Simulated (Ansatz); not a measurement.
# Energies of five collinear magnetic orders of LuMn₂Ge₂ with PBEsol, tested against pair couplings over three Mn shells

The usual rule of thumb says that the energies of collinear orders follow from pair couplings between the nearest few shells of magnetic atoms. We test it on LuMn₂Ge₂ with a design brief in mind: a metallic magnetic film with a magnetisation μ₀M of at least 0.5 T, whose parallel Mn order lies at least 20 meV per Mn below any competing order. Both limits are our own choice.

We calculate the energy and the moments of five collinear orders in one fixed crystal. Energies are per Mn atom and measured from the parallel order, so a positive value means less stable than parallel. The brief needs the lowest order and its margin. The rule of thumb matters because, if it held, orders that were not run could be judged from those that were.

## How the numbers were made

One system, LuMn2Ge2 (I4/mmm), 5 atom(s) a primitive cell, from cells of the Materials Project database (relaxed there by DFT). Ansatz 0.2.0, plane waves with the earlier PAW datasets of its set soft_1, cutoff 420 eV, Fermi-Dirac smearing of 0.1 eV, k meshes whose coarsest spacing along a reciprocal vector is 0.16 1/Å over all runs (2π included). Functional: PBEsol, no Hubbard U; collinear spins, no spin-orbit coupling. Atoms are fixed. Each order is started from typed moments on Mn, in the primitive cell or in a cell doubled at wavevector q (fractions of the primitive reciprocal vectors), on meshes of about the same density or denser; only runs that kept their pattern of signs are listed. Runs that did not converge or carry a known fault are not listed. The same in all rows: metal or insulator in the row's run, judged by its smearing entropy or density of states at the Fermi energy (a gap under a few smearing widths counts as a metal): metal.

Notes on method and selection:

- In a Heisenberg model with E = -sum over ordered pairs of J e_i.e_j, the energy per magnetic atom is E0 less the sum over shells of J times the listed sum; further shells and changes of moment size are outside it.
- Each state is what a run reaches from typed starting moments; only a few collinear orders were started, so the lowest found need not be the ground state. Spin-orbit coupling is left out of these energies, which are free energies at the smearing width. A magnetic atom is one that was given a starting moment.
- Site moments count the spin inside each program's own atomic sphere, so they depend somewhat on its radius and leave out the spin between the spheres.
- Ansatz's own search for a lower self-consistent state was switched off in these runs, so a run may rest in a state that is not the lowest for its pattern of moments.
- The shell on the horizontal axis is the one of the three whose sum correlates best with the energies.
- Runs that did not converge, have known faults or may not be shown are not listed, and runs on Ansatz's PAW sets soft_1 and soft_2 are kept to separate tables.

Columns:

- shell at 4.02 Å: sum of e_i.e_j over the 4 Mn neighbours at 4.02 Å, mean over magnetic atoms (+1 parallel, -1 opposed).
- shell at 2.84 Å: sum of e_i.e_j over the 4 Mn neighbours at 2.84 Å, mean over magnetic atoms (+1 parallel, -1 opposed).
- shell at 5.43 Å: sum of e_i.e_j over the 2 Mn neighbours at 5.43 Å, mean over magnetic atoms (+1 parallel, -1 opposed).
- moment (μB): largest site spin moment.
- net moment (μB): size of the net spin moment per magnetic atom.
- energy (meV): energy less that of the parallel order, per magnetic atom.

Input lines of one member:

```
magnetization:
  spin_polarized: true
kpoints:
  mp_grid: { grid: [14, 14, 14] }
hamiltonian:
  xc: pbesol
  pseudopotentials: { kind: paw, azcp: { folder: soft_1 }, xc_functional: pbe }
scf:
  occupations: { method: fermi_dirac, width: 0.1 }
  lower_state_search: "off"
```

Command (options for logging and memory left out): `ansatz run input.yaml`

## Table of results

| member | shell at 4.02 Å | shell at 2.84 Å | shell at 5.43 Å | moment (μB) | net moment (μB) | energy (meV) |
| --- | --- | --- | --- | --- | --- | --- |
| opposed q=(0,0,1/2) +-+- | −4 | 0 | 2 | 2.56 | 0.00 | 84.5 |
| opposed q=(0,0,1/2) +--+ | −4 | 0 | −2 | 2.54 | 0.00 | 108.8 |
| opposed q=(0,1/2,0) +-+- | 0 | 0 | 0 | 2.63 | 0.00 | 30.3 |
| parallel ++ | 4 | 4 | 2 | 2.29 | 2.23 | 0.0 |
| opposed +- | 4 | −4 | −2 | 2.78 | 0.00 | 30.4 |

Least-squares fits to the whole series, with x = shell at 4.02 Å; R² and errors in the fitted variable (y, or ln y where the fit is in ln y):

| y | members | fit | R² | rms residual | leave-one-out rms | the same for the mean of the others |
| --- | --- | --- | --- | --- | --- | --- |
| energy (meV) | 5 | y = 50.80 − 10.18 x | 0.84 | 16 | 26 | 50 |

## What drives the series

The parallel order is the lowest of the five, with the next two at 30.3 and 30.4 meV. Energy falls as more of the neighbours at 4.02 Å become parallel: the mean is (84.5 + 108.8) / 2 = 96.7 meV at a sum of −4, the single value at 0 is 30.3 meV, and the mean at +4 is (0.0 + 30.4) / 2 = 15.2 meV. The straight line in this sum has a leave-one-out error of 26 meV against 50 meV for the mean of the others, so it carries information, although the shell was chosen for its good correlation.

The fall is far from even. It is (96.7 − 30.3) / 4 = 16.6 meV per unit of the sum on the first half and (30.3 − 15.2) / 4 = 3.8 meV on the second.

Adding the other two shells does not cure this. With E = E₀ − J₁s₁ − J₂s₂ − J₃s₃, where the s are the listed sums, the order with all sums zero must lie at the mean of the other four. That mean is (84.5 + 108.8 + 0.0 + 30.4) / 4 = 55.9 meV, and the computed value is 30.3 meV, a miss of 55.9 − 30.3 = 25.6 meV. Four constants for five energies leave only this one check, and it fails. In leave-one-out the three-shell model errs by 92 meV, worse than the mean of the others.

A likely reason, not tested separately here, is that the moments are not rigid. They grow from 2.29 μB with all neighbours at 2.84 Å parallel to 2.78 μB with all of them opposed. Parallel neighbours mix 3d states of the same spin at equal energy, which broadens the bands and weakens the moment; opposed neighbours mix less. Since a pair energy scales with the product of two moments, this alone can change it by a factor of (2.78 / 2.29)² = 1.47.

## Outliers

Largest departures from the fit to the whole series:

| member | energy (meV) | fit | computed − fit | in rms residuals |
| --- | --- | --- | --- | --- |
| opposed q=(0,1/2,0) +-+- | 30.3 | 50.8 | −20.5 | 1.3 |
| opposed +- | 30.4 | 10.1 | +20.3 | 1.3 |
| opposed q=(0,0,1/2) +--+ | 108.8 | 91.5 | +17.3 | 1.1 |
| parallel ++ | 0.0 | 10.1 | −10.1 | 0.6 |

The order q=(0,1/2,0) +-+- lies 20.5 meV below the straight line, and it stays there in a least-squares fit with all three shells, because its sums are all zero. The order +- lies 20.3 meV above the line, but the two added shells absorb most of that.

A run caught in a higher electronic state would have too high an energy, so this cannot explain why q=(0,1/2,0) +-+- is low. If one of the other four runs were to blame, it would have to be too high by 4 × 25.6 = 102 meV, which is implausible. We therefore trust the energies more than the model.

A possible cause is the next shell in the Mn plane, at 4.02 × √2 = 5.69 Å. Its four neighbours are opposed in this order and parallel in the other four, so an antiferromagnetic coupling there would lower it, as observed.

## Selection

The first requirement is magnetisation. A square of side 4.02 Å in the Mn plane holds two Mn atoms, and the planes are 5.43 Å apart, so the volume per Mn is

V = 4.02² × 5.43 / 2 = 43.9 Å³.

With the net moment m in μB, μB = 9.274 × 10⁻²⁴ A m² and μ₀ = 4π × 10⁻⁷ T m/A,

μ₀M = μ₀ m μB / V = 4π × 10⁻⁷ × 2.23 × 9.274 × 10⁻²⁴ / (43.9 Å³) = 0.59 T, with 1 Å³ = 10⁻³⁰ m³,

for the parallel order. The four opposed orders have no net moment and fail at once.

The second requirement is the margin. The nearest competitor in the table is 30.3 meV per Mn higher, which exceeds the required 20 meV.

For a metallic Mn compound we take the error of PBEsol as roughly a tenth of the moment and roughly 10 meV per Mn in the difference between orders. The magnetisation then runs from about 0.53 to 0.65 T and the margin from about 20 to 40 meV. The first stays within the brief; the second just reaches its limit.

The pick among the rows is the parallel order. The runners-up in energy are q=(0,1/2,0) +-+- and +-, whose difference of 0.1 meV has no meaning; neither could serve as the magnetised film.

The pick could be overturned by an order that is not a row: parallel Mn planes stacked with alternating sign. Neutron diffraction has established this stacking for RMn₂Ge₂ compounds with small rare-earth atoms, and it has no net moment. We therefore do not recommend LuMn₂Ge₂ for the film on the strength of this table.

Nor can the couplings rule that order out. Reversing the 5.43 Å neighbours costs 108.8 − 84.5 = 24.3 meV between the two q=(0,0,1/2) orders, which favours parallel stacking there. This is no larger than the 25.6 meV by which the model fails, and those planes are not themselves parallel.

## Summary

Among these five orders, at this fixed cell, parallel is lowest. Parallel alignment at 4.02 Å goes with low energy, but three shells of constant couplings do not reproduce the set and should not be used to rank further orders.

We know of no omitted effect that surely exceeds the full spread of 108.8 meV. A Hubbard U of a few eV on Mn could come nearest: it would enlarge the moments and might shift the order energies by tens of meV, with a sign that depends on the order. Spin-orbit coupling mainly sets the direction of the moments, and at roughly 1 meV per Mn or less it is too small to displace the parallel order as the lowest of the five.

[Logs are printed without paths, hosts, clocks, repeated set-up lines and the standing remarks that a program may print on its own settings, such as how far it seeks lower states.]
